Tin dioxide holds its valence electrons mostly on oxygen. The filled bands made from O 2s and O 2p can be rewritten as localised functions, called Wannier functions, four for each oxygen atom. Six of them are listed below under letters. Each has a centre (function x, y, z), a spread, which is its mean square extent about that centre, and an on-site energy, which is its average energy counted from the valence top.

Maximally localised Wannier functions of rutile-type SnO2 (P4_2/mnm) from O 2s and 2p trial orbitals, computed with Ansatz 0.2.0 using PBE, PAW and plane waves to 420 eV, without spin polarisation, on a 4×4×6 k mesh. The cell was relaxed with r2SCAN. Centres are cartesian, and on-site energies are relative to the valence top. Candidates: 9, 2, 10, 14, 7, 3.

| row | function spread (angstrom^2) | function on site (eV) | function x (Å) | function y (Å) | function z (Å) |
| --- | --- | --- | --- | --- | --- |
| A | 0.947 | -8.054 | 1.208 | 3.482 | 1.600 |
| B | 0.980 | -7.821 | 3.083 | 3.142 | 0.392 |
| C | 0.863 | -2.157 | 1.009 | 3.940 | 1.600 |
| D | 0.980 | -7.821 | 3.998 | 0.702 | 1.992 |
| E | 0.980 | -7.821 | 0.702 | 3.998 | 1.992 |
| F | 0.863 | -2.158 | 1.560 | 1.371 | 0.000 |

The candidate numbers are only the order in which the calculation lists its functions, so no chemistry leads to them. What can be worked out is the role of each function and the atom that it belongs to.

**(a) Use only the spread and the on-site energy. What kinds of function are present?**

*Solution.* The on-site energies fall into two groups. C and F lie near -2 eV, while A, B, D and E lie near -8 eV. The surroundings of oxygen suggest why: each O atom has three Sn neighbours, and all four atoms lie in one plane. Three mixtures of 2s and in-plane 2p can each face one Sn atom. These are σ functions, of the kind called sp² hybrids. The fourth function is then the 2p orbital at right angles to the plane, a lone pair.

The energy gap between the groups follows from how the 2s orbital is shared. Let a function contain a share $w$ of 2s and $1-w$ of 2p. If the coupling between the two is ignored, its average energy is

$$\varepsilon = w\,\varepsilon_s + (1-w)\,\varepsilon_p ,$$

where $\varepsilon_s$ and $\varepsilon_p$ are the energies of the two orbitals. In the ideal case the lone pair has $w=0$ and each σ function has $w=1/3$, so a σ function should lie below the lone pair by $(\varepsilon_p-\varepsilon_s)/3$.

In a free oxygen atom the two orbitals are roughly 15 eV apart, a recalled value that owes nothing to this table. The estimate is therefore $15/3 = 5$ eV. The calculation puts B, D and E 5.7 eV below the lone pairs and A 5.9 eV below, so the estimate is 12 to 15% smaller than the computed values. The estimate leaves out the tin neighbours, which are expected to lower the σ functions somewhat further. The agreement is close enough to support the picture of three hybrids and a lone pair. Four hybrids with equal shares of 2s would have had similar energies, and an unmixed 2s orbital would have stood far below everything else.

An energy near -8 eV must not be read as a level of the crystal. It is an average over deep bands of mainly 2s character and higher bands of mainly 2p character.

So A, B, D and E are σ functions, and C and F are lone pairs. The two columns take the matter no further. B, D and E agree in every printed digit, and C and F differ by only 1 meV, far too little to tell their atoms apart. A is a σ function of a slightly different sort, but its energy does not tell which Sn atom it faces.

**(b) Now use the centres. To which oxygen does each function belong, and which way does it point?**

The O atoms lie at (1.46, 1.46, 0.00), (0.92, 3.84, 1.60), (3.84, 0.92, 1.60) and (3.30, 3.30, 0.00) Å, the Sn atoms at (0.00, 0.00, 0.00) and (2.38, 2.38, 1.60) Å. The pattern repeats every 4.761 Å along x and y and every 3.2 Å along z.

*Solution.* Subtract the position of the nearest O atom from the centre. For A this atom is at (0.92, 3.84, 1.60), and the shift is

$$(1.208-0.92,\; 3.482-3.84,\; 1.600-1.60) = (0.288,\,-0.358,\,0)\ \text{Å}.$$

The Sn atom at (2.38, 2.38, 1.60) lies in nearly the same direction, only 6° away. A is the σ function that faces this Sn atom.

E starts from the same oxygen but moves the opposite way along x and y, and also upwards. It faces one of two Sn atoms that sit symmetrically above and below the oxygen. C also belongs to this oxygen. Its centre has moved by only 0.13 Å, nearly at right angles to the bonds, as suits a lone pair.

The same subtraction settles the other three:

- B belongs to the O atom at (3.30, 3.30, 0.00) and faces the upper Sn atom of such a pair.
- D belongs to the O atom at (3.84, 0.92, 1.60) and also faces an upper Sn atom.
- F is the lone pair of the O atom at (1.46, 1.46, 0.00).

These assignments are sure, because every centre lies within half an ångström of one oxygen, and the oxygens are more than 2 Å apart. Only the run numbers cannot be found by reasoning, and they have to be looked up: A is row 10, B is 14, C is 9, D is 3, E is 2 and F is 7.

The rows with their labels:

| row | function spread (angstrom^2) | function on site (eV) | function x (Å) | function y (Å) | function z (Å) |
| --- | --- | --- | --- | --- | --- |
| 1 | 0.980 | -7.821 | 1.618 | 1.678 | -0.392 |
| 2 | 0.980 | -7.821 | 0.702 | 3.998 | 1.992 |
| 3 | 0.980 | -7.821 | 3.998 | 0.702 | 1.992 |
| 4 | 0.980 | -7.821 | 3.083 | 3.142 | -0.392 |
| 5 | 0.980 | -7.821 | 1.618 | 1.678 | 0.392 |
| 6 | 0.947 | -8.055 | 1.101 | 1.172 | 0.000 |
| 7 | 0.863 | -2.158 | 1.560 | 1.371 | 0.000 |
| 8 | 0.980 | -7.821 | 0.702 | 3.998 | 1.208 |
| 9 | 0.863 | -2.157 | 1.009 | 3.940 | 1.600 |
| 10 | 0.947 | -8.054 | 1.208 | 3.482 | 1.600 |
| 11 | 0.980 | -7.821 | 3.998 | 0.702 | 1.208 |
| 12 | 0.947 | -8.055 | 3.482 | 1.208 | 1.600 |
| 13 | 0.863 | -2.158 | 3.941 | 1.010 | 1.600 |
| 14 | 0.980 | -7.821 | 3.083 | 3.142 | 0.392 |
| 15 | 0.863 | -2.157 | 3.390 | 3.200 | 0.000 |
| 16 | 0.947 | -8.054 | 3.588 | 3.659 | 0.000 |

The full table repeats the pattern on all four oxygens. Each has two σ functions towards the symmetric pair of Sn atoms, one towards the single Sn atom, and one lone pair.

**(c) Are the σ functions shared bonds or oxygen orbitals? And does the shift of the lone pair mean that the oxygen carries a dipole across its plane?**

*Solution.* The σ centres lie 22 to 23% of the way from O to Sn, well short of the middle of the bond. They are oxygen functions that reach towards tin. The shift alone is no proof of covalency, because an sp² hybrid on an isolated oxygen atom is off-centre too.

The spread gives a better test once it is referred to the nucleus. The mean square distance from the nucleus is the spread $\Omega$ plus the square of the shift $d$. For E this is $0.980 + 0.476^2 = 1.21$ Å², and for C it is $0.863 + 0.134^2 = 0.88$ Å².

In a free oxygen atom the 2s orbital is more compact than 2p, so a hybrid with some 2s in it should be the smaller of the two. In the crystal every σ function is larger than every lone pair. The σ functions must therefore hold extra weight far from the nucleus. The standard explanation is covalent mixing with tin orbitals along the bond: the electron pair belongs to oxygen, but tin has a part in it.

The shift of the lone pair looks odd at first, because the plane of an oxygen and its three Sn neighbours is a mirror plane of the crystal. A pure 2p orbital would be centred on that plane, yet the lone pair lies 0.13 Å to one side. The three σ functions of the same oxygen lean to the other side, and their leans add up to 0.13 Å as well. On each of the four oxygens the sum vanishes to within the printed digits. The electrons as a whole keep the mirror, and there is no dipole across the plane.

The cancellation has a simple reason. When functions on one atom are replaced by orthogonal mixtures of each other, the single centres move but their sum stays the same. The localisation procedure uses this freedom to make the total spread as small as possible. For the s and p orbitals of a free atom the most compact choice is four tetrahedral hybrids, so the procedure gains by mixing a little 2s into the lone pair. The three bonds in a plane plausibly keep this mixing small. The mirror image of the whole set would be just as compact, so the side to which a lone pair leans has no physical meaning.

For practical use, the centres should be added up over an atom before they are read as a displacement of charge. A single centre depends partly on how the functions were chosen.

One small difference stays open. The σ function towards the single Sn atom lies 0.23 eV below the two that face the pair, and the sharing of 2s in equal thirds gives no such gap. The angle Sn-O-Sn within the pair is 102°, which leaves $(360-102)/2 = 129$° for each of the other two. Hybrids that enclose a narrow angle hold less 2s, which would leave more of it for the third function and lower its energy. The sign is right, but the size is not. To point exactly along the bonds and stay orthogonal, the three hybrids would have to hold about 0.17, 0.17 and 0.66 of the 2s orbital. With the 15 eV used above, the gap would then be some 7 eV. The small gap suggests that 2s is shared far more evenly, and the centres of the pair do enclose a wider angle than the bonds, 111.1° instead of 101.8°. Whether the 0.23 eV comes from slightly unequal shares or from the different surroundings of the bonds, the table cannot tell.
